## Appendix: Classical bath noise in the Rieder–Lebowitz–Lieb chain and its quantum correction

### 1. The result and the assumption

Take $N$ masses $m$ joined by springs $k$, with fixed walls $x_0=x_{N+1}=0$ and Langevin baths on atoms 1 and $N$:

$$m\ddot x_j=k(x_{j+1}-2x_j+x_{j-1})+\delta_{j1}(\eta_L-\gamma\dot x_1)+\delta_{jN}(\eta_R-\gamma\dot x_N). \tag{1}$$

The friction $\gamma$ is a force per velocity (kg/s). With $\Delta T=T_L-T_R$ and $\nu=mk/\gamma^2$, the solution of Rieder, Lebowitz and Lieb (1967) gives for large $N$

$$J_{\rm cl}=\frac{k\,k_B\Delta T}{2\gamma}\,\phi,\qquad \phi=1+\frac{\nu}{2}-\frac{\nu}{2}\sqrt{1+\frac{4}{\nu}}=e^{-\alpha},\qquad \cosh\alpha=1+\frac{\nu}{2}. \tag{2}$$

The current does not depend on $N$, so a conductivity defined as $JN/\Delta T$ grows as $N$. The kinetic temperature $T_j=m\langle\dot x_j^2\rangle/k_B$ near the left end is

$$T_j=\bar T+\tfrac12\Delta T\,(\delta_{j1}-\nu\phi^{2j-1}),\qquad \bar T=\tfrac12(T_L+T_R). \tag{3}$$

The assumption examined here is that the baths are classical, $\langle\eta_a(t)\eta_a(t')\rangle=2\gamma k_BT_a\,\delta(t-t')$ for $a=L,R$. It enters at one place. For $y=(x,p)$, eq. (1) reads $\dot y=-Ay+\xi$, and the stationary covariance $C=\langle yy^{T}\rangle$ obeys $AC+CA^{T}=\langle\xi y^{T}\rangle+\langle y\xi^{T}\rangle$. Only for white noise does the right side collapse to a constant matrix, with entries $2\gamma k_BT_L$ and $2\gamma k_BT_R$ at $p_1$ and $p_N$, and only then is the problem a closed algebraic one.

A quantum bath with the same frequency-independent friction obeys the fluctuation–dissipation theorem. Its symmetrised noise spectrum is $2\gamma E_a(\omega)$ with

$$E_a(\omega)=\frac{\hbar\omega}{2}\coth\frac{\hbar\omega}{2k_BT_a}=\hbar\omega\left[n_a(\omega)+\tfrac12\right], \tag{4}$$

where $n_a$ is the Bose function. White noise is the replacement $E_a\to k_BT_a$. The noise (4) has a memory time $\hbar/2\pi k_BT$, and it looks white only if this is short against $1/\omega_m$, where $\omega_m=2\sqrt{k/m}$ is the band edge. The control parameter is $\theta=\Theta/T$ with $\Theta=\hbar\omega_m/k_B$. Since eq. (1) is linear, it holds unchanged for Heisenberg operators, and the noise spectrum is the only quantity that changes.

### 2. The current for an arbitrary noise spectrum

With $x\propto e^{-i\omega t}$ the response matrix is $G=[K-m\omega^2-i\omega\gamma(P_1+P_N)]^{-1}$, where $K$ is the force-constant matrix and $P_j$ projects on site $j$. The two noises are independent, so their contributions add. Motion driven by $\eta_L$ delivers the power $\gamma\langle\dot x_N^2\rangle_L$ to the right bath. Motion driven by $\eta_R$ delivers $\gamma\langle\dot x_1^2\rangle_R$ to the left bath. With $G_{1N}=G_{N1}$ the difference is

$$J=\int_0^\infty\frac{d\omega}{2\pi}\,\mathcal T(\omega)\,[E_L-E_R],\qquad \mathcal T=4\gamma^2\omega^2|G_{1N}|^2. \tag{5}$$

The zero-point term cancels, and eq. (5) is the Landauer formula. Inside the band put $\omega=\omega_m u$, $u=\sin(q/2)$, $s=\sin q$ and $g=\gamma\omega/k=2u/\sqrt\nu$. The tridiagonal determinant without baths is $k^nD_n$ with $D_n=\sin[(n+1)q]/s$. Adding $-ig$ to both end elements gives $\Delta=D_N-2igD_{N-1}-g^2D_{N-2}$, and $G_{1N}=1/k\Delta$. In exponentials,

$$2is\,\Delta=A_+e^{iNq}-A_-e^{-iNq},\qquad A_\pm=e^{\mp iq}\,(e^{\pm iq}-ig)^2,\qquad |A_\pm|=1+g^2\mp2gs .$$

For large $N$ the phase $Nq$ runs fast and may be averaged. The average of $|A_+e^{i\psi}-A_-e^{-i\psi}|^{-2}$ over $\psi$ is $1/(|A_-|^2-|A_+|^2)=1/[8gs(1+g^2)]$. Hence

$$\bar{\mathcal T}=\frac{2gs}{1+g^2}=\frac{8\sqrt\nu\,u^2\sqrt{1-u^2}}{\nu+4u^2}. \tag{6}$$

Above the band $\mathcal T$ is exponentially small in $N$. Use $du=\tfrac12\cos(q/2)\,dq$, $g\cos(q/2)=s/\sqrt\nu$ and $1+g^2=2(\cosh\alpha-\cos q)/\nu$, together with the series $\sin q/(\cosh\alpha-\cos q)=2\sum_{n\ge1}\phi^n\sin nq$:

$$\bar{\mathcal T}\,du=\frac{\sqrt\nu\,\sin^2q}{2(\cosh\alpha-\cos q)}\,dq=\sqrt\nu\,\sin q\sum_{n\ge1}\phi^n\sin nq\;dq. \tag{7}$$

Only $n=1$ survives the integral over $(0,\pi)$, so $\int_0^1\bar{\mathcal T}du=\pi\sqrt\nu\,\phi/2$. For $E_a=k_BT_a$, eq. (5) gives $J=k_B\Delta T\,\omega_m\sqrt\nu\,\phi/4$, which is eq. (2). In general

$$\frac{J}{J_{\rm cl}}=\langle F\rangle,\qquad F(u)=\frac{E_L-E_R}{k_B\Delta T}=\frac{1}{\Delta T}\int_{T_R}^{T_L}\!dT\,f\!\left(\frac{\Theta u}{T}\right),\qquad f(x)=\frac{x^2}{4\sinh^2(x/2)}, \tag{8}$$

where $\langle\cdot\rangle$ is the average with the normalised weight $\sin^2q/[\pi\phi(\cosh\alpha-\cos q)]$ on $(0,\pi)$, and $f$ is the heat capacity of a mode in units of $k_B$.

### 3. The first correction

The Bernoulli series $x/(e^x-1)=1-x/2+x^2/12-x^4/720+\dots$ gives

$$F=1-\frac{\Theta^2u^2}{12\,T_LT_R}+\frac{\Theta^4u^4}{720}\,\frac{T_L^2+T_LT_R+T_R^2}{(T_LT_R)^3}-\dots$$

The moments follow from eq. (7) by orthogonality. From $\sin q\cos q=\tfrac12\sin2q$ one gets $\langle\cos q\rangle=\phi/2$. From $\sin q\cos^2q=\tfrac14(\sin q+\sin3q)$ one gets $\langle\cos^2q\rangle=(1+\phi^2)/4$. With $u^2=(1-\cos q)/2$,

$$\langle u^2\rangle=\frac{2-\phi}{4},\qquad \langle u^4\rangle=\frac{5-4\phi+\phi^2}{16}.$$

The corrected current is

$$\frac{J}{J_{\rm cl}}=1-\frac{2-\phi}{48}\,\frac{\Theta^2}{T_LT_R}+\frac{5-4\phi+\phi^2}{11520}\,\Theta^4\,\frac{T_L^2+T_LT_R+T_R^2}{(T_LT_R)^3}-\dots \tag{9}$$

In the constants of the chain the first correction is

$$\frac{\delta J}{J_{\rm cl}}=-\frac{(2-\phi)\,\hbar^2k}{12\,m\,k_B^2T_LT_R}. \tag{10}$$

Four properties matter.

1. It is of order $\hbar^2$, it always lowers the current, and it holds for finite $\Delta T$, with $T_LT_R$ in the place of $T^2$.
2. The friction enters only through $2-\phi$, which lies between 1 (overdamped ends, $\phi\to1$) and 2 (weak coupling, $\phi\to0$). No choice of $\gamma$ removes the correction.
3. The first-order value is a lower bound. With $y=x/2$, the power series of $(1-y^2/3)\sinh^2y$ starts with $y^2$, has no $y^4$ term and has negative coefficients beyond it, because successive coefficients of $\sinh^2y$ have the ratio $4/[2n(2n-1)]\le1/3$ for $n\ge2$. Therefore $1-x^2/12\le f\le1$, and $1+\delta J/J_{\rm cl}\le J/J_{\rm cl}\le1$.
4. The Bose function has poles at $x=\pm2\pi i$, so the series for $F$ converges over the whole band only if $\Theta/T_R<2\pi$, with $T_R$ the colder bath.

The opposite limit follows from eq. (6) at small $u$, $\bar{\mathcal T}=(8u^2/\sqrt\nu)[1-(4/\nu+\tfrac12)u^2+\dots]$. With $\int_0^\infty x^2f\,dx=4\pi^4/15$ and $\int_0^\infty x^4f\,dx=16\pi^6/21$, the linear-response conductance $\mathcal G=J/\Delta T$ is

$$\frac{\mathcal G}{\mathcal G_{\rm cl}}\simeq\frac{64\pi^3}{15\,\nu\phi\,\theta^3}\left[1-\left(\frac4\nu+\frac12\right)\frac{20\pi^2}{7\theta^2}\right],\qquad\theta\gg1. \tag{11}$$

The $T^3$ law reflects $\bar{\mathcal T}\propto\omega^2$, a property of the clamped ends. At any temperature $\mathcal T\le1$ imposes the single-channel bound of Pendry,

$$J\le J_{\max}=\frac{\pi^2k_B^2}{6h}(T_L^2-T_R^2)=g_0(\bar T)\,\Delta T,\qquad g_0(T)=\frac{\pi^2k_B^2T}{3h}. \tag{12}$$

### 4. What survives

The current remains independent of $N$, since $\bar{\mathcal T}$ is unchanged, and the conductivity still grows as $N$. The conductance now depends on temperature, but the chain does not rectify: $\mathcal T$ is independent of the temperatures, so eq. (5) only changes sign under $T_L\leftrightarrow T_R$.

For the profile, consider the part of $m\langle\dot x_j^2\rangle$ near the left end that the right bath drives. It equals $(2m\gamma/\pi)\int\omega^2|G_{jN}|^2E_R\,d\omega$ with $kG_{jN}=[\sin jq-ig\sin(j-1)q]/s\Delta$. The same phase average and $m\omega\,d\omega=ks\,dq$ give

$$m\langle\dot x_j^2\rangle_R=\frac1\pi\int_0^\pi dq\,E_R\left[\frac12-\frac{\cos2jq+g^2\cos(2j-2)q}{2(1+g^2)}\right]. \tag{13}$$

For constant $E_R$, the integral $\pi^{-1}\int_0^\pi\cos nq\,(1+g^2)^{-1}dq=\nu\phi^n/(2\sinh\alpha)$ turns this into $\tfrac12k_BT_R(1-\delta_{j1}+\nu\phi^{2j-1})$. Equipartition at $T_L=T_R$ fixes the left-bath weight as the complement to one, and eq. (3) follows. In the quantum case the oscillating terms still vanish in the bulk, where by symmetry each bath supplies half, and $m\langle\dot x^2\rangle=\pi^{-1}\int_0^\pi\tfrac12(E_L+E_R)\,dq$. The bulk is flat, with each mode holding the mean of the two Bose occupations. The kinetic energy no longer measures a temperature, because it contains the zero-point part $m\langle\dot x^2\rangle_0=k_B\Theta/\pi$.

The boundary layer in eq. (13) is a Fourier coefficient, and its decay is set by the singularity nearest to the real $q$ axis. Classically this is the pole of $1/(1+g^2)$ at $q=i\alpha$, which gives the factor $\phi^2$ per site. The function $E_R$ adds a pole at the first Matsubara frequency, $q=i\beta$ with $\sinh(\beta/2)=2\pi/\theta$. The asymptotic decay per site is the larger of $\phi^2$ and $e^{-2\beta}$. On the end atoms themselves $\langle\dot x^2\rangle$ diverges logarithmically for strictly frequency-independent friction and needs a bath cutoff. The classical relation $J=(\gamma/m)k_B(T_L-T_1)$ is therefore lost, while eq. (5) is insensitive to a cutoff far above $\omega_m$.

### 5. Size for a carbyne chain between 310 K and 290 K

All inputs are approximate and illustrative, and the results are those of the one-spring model. Take $m=12.011$ u, a mean bond length of about 1.28 Å and a typical tensile stiffness (force per unit strain) of about 95 eV/Å. Their ratio is 74.2 eV/Å$^2$, and $k=74$ eV/Å$^2=1186$ N/m is used. This "elastic" spring gives $\omega_m=4.876\times10^{14}$ s$^{-1}$ (2589 cm$^{-1}$), $\Theta=3725$ K and a sound velocity of 31.2 km/s. The memory time of the noise at 300 K is 4.05 fs, against $1/\omega_m=2.05$ fs, so the noise is not white on the time scale of the chain.

The friction is a free parameter. Since $\nu=(1-\phi)^2/\phi$, one has $\sqrt\nu\,\phi=\phi^{1/2}-\phi^{3/2}$, which is largest at $\phi=1/3$, $\nu=4/3$. This value, which maximises the classical current, is used throughout. It means $\gamma=4.21\times10^{-12}$ kg/s, or $\gamma/m=211$ ps$^{-1}$.

**Classical values.** Equation (2) gives $J_{\rm cl}=12.96$ nW, or 648 pW/K, and eq. (3) gives $T_1=305.6$ K and $T_2=299.5$ K. The bound (12) is $g_0(300\ {\rm K})=284$ pW/K, or $J_{\max}=5.68$ nW. The classical current exceeds what any single phonon channel can carry by a factor 2.28.

**First correction.** For $\phi=1/3$ the coefficient in eq. (9) is $5/144$, and $\Theta^2/T_LT_R=154.3$, so $\delta J/J_{\rm cl}=-5.36$. The next term is $+23.5$. The series needs $T_R>\Theta/2\pi=593$ K to converge, and the first correction falls to 10 per cent only at $2.2\times10^3$ K. At room temperature eq. (10) shows that the classical result fails, but it cannot say by how much.

**Full integral.** Numerical integration of eq. (8) gives $J/J_{\rm cl}=0.101$, that is $J=1.30$ nW or 65 pW/K, which is 0.23 of the bound (12). The low-temperature form does not apply either. At $\theta=12.42$ (300 K) the leading term of eq. (11) is 0.156, and the bracket corrects it by the relative amount $-0.64$. The local exponent $d\ln\mathcal G/d\ln T$ of the full integral is 2.3, between the classical 0 and the asymptotic 3.

One spring cannot serve both ends of the longitudinal spectrum. A second choice puts the band edge at about 1850 cm$^{-1}$, a typical frequency of the zone-centre stretching mode of long sp-carbon chains, and needs $k=37.8$ eV/Å$^2$. At the same $\nu$ it gives $J_{\rm cl}=9.26$ nW and $J=1.92$ nW. The ratio $J/J_{\rm cl}$ depends only on $\nu$, $\Theta$ and the bath temperatures. The table therefore adds two softer model chains, with band edges placed at typical highest longitudinal frequencies of silicon (about 520 cm$^{-1}$) and of copper along [100] (about 7.2 THz). These rows locate the range of eq. (9) and are no conductances of the crystals.

| band edge | $\omega_m/2\pi c$ (cm$^{-1}$) | $\Theta$ (K) | $\Theta/T_R$ | to $\hbar^2$ | to $\hbar^4$ | eq. (8) |
|---|---|---|---|---|---|---|
| carbyne, elastic spring | 2589 | 3725 | 12.84 | −4.36 | 19.1 | 0.101 |
| carbyne, soft spring | 1850 | 2662 | 9.18 | −1.74 | 4.38 | 0.207 |
| silicon-like | 520 | 748 | 2.58 | 0.784 | 0.822 | 0.817 |
| copper-like | 240 | 346 | 1.19 | 0.954 | 0.956 | 0.956 |

The last three columns are $J/J_{\rm cl}$ for $\nu=4/3$, $T_L=310$ K and $T_R=290$ K. For the copper-like chain the first correction is 4.6 per cent against a full reduction of 4.4 per cent. For the silicon-like chain it is 22 against 18 per cent. For carbyne the classical formula overstates the model's current about five to ten times, depending on the spring.

For the elastic spring at 300 K the zero-point term $\Theta/\pi$ is 1186 K, about four times the bath temperature. The Matsubara pole lies at $\beta=0.973$, closer than $\alpha=1.099$, so the right-bath boundary layer of eq. (13) decays asymptotically by 0.143 per site in place of 0.111. The phase average is safe when $F$ varies little over the level spacing of the long-wave modes, $\pi\omega_m/2(N+1)$, which asks for $N$ well above $\pi\theta/2=19.5$.

### 6. Neglected terms of comparable size

Bose statistics confines the current to small $q$, and this changes the weight of the other idealisations.

**Clamped ends.** Let the two wall springs be $wk$. Then $-ig$ becomes $w-1-ig$ in Section 2, $|A_\pm|=(\cos q+w-1)^2+(s\mp g)^2$, and

$$\bar{\mathcal T}_w=\frac{2gs}{(\cos q+w-1)^2+s^2+g^2}. \tag{14}$$

For $w=1$ this is eq. (6). For $w>0$ and small $q$ it goes as $2gq/w^2$, so the cold current is quadratically sensitive to the anchoring spring. For free ends, $w=0$, it becomes $2\sqrt\nu\sqrt{1-u^2}/(1+\nu)$, which stays finite at $\omega\to0$. With the elastic spring and the same $\gamma$, free ends raise the classical current by $1/[(1+\nu)\phi]=1.29$, to 16.7 nW. They raise the quantum current by a factor 4.2, to 5.5 nW, close to the bound (12). The boundary condition, a modest matter in the classical chain, rivals the quantum reduction itself.

**Bond alternation.** In the polyyne form alternating springs open a gap at $q=\pi/2$. The modes with $q>\pi/2$ carry 36 per cent of the classical current but only 1.7 per cent of the quantum current of the elastic-spring model, so the shape of the optical branch is nearly irrelevant at 300 K. What remains is the dependence on the terminal bond, which eq. (14) indicates through the factor $1/w^2$.

**Other channels.** The chain also has two bending branches, absent from eq. (1). Each can add at most $g_0$, so three branches are bounded by $3g_0=852$ pW/K at 300 K. They are far softer than the stretching branch and lose less to Bose statistics. Electronic conduction is left out, as is reasonable for the gapped polyyne form, and anharmonic scattering restricts the $N$-independence to chains shorter than the phonon mean free path.

The value 65 pW/K is thus the model's, for one polarisation, clamped ends and an assumed friction. As typical knowledge and not as a measurement, an ideal carbon chain with transparent contacts is expected to conduct several hundred pW/K at room temperature through its three branches, so the clamped model lies low by roughly an order of magnitude. The statement that does not depend on the contacts is eq. (12): the stretching branch cannot carry more than 5.68 nW between these baths, and the classical 12.96 nW of the elastic-spring model lies above that limit.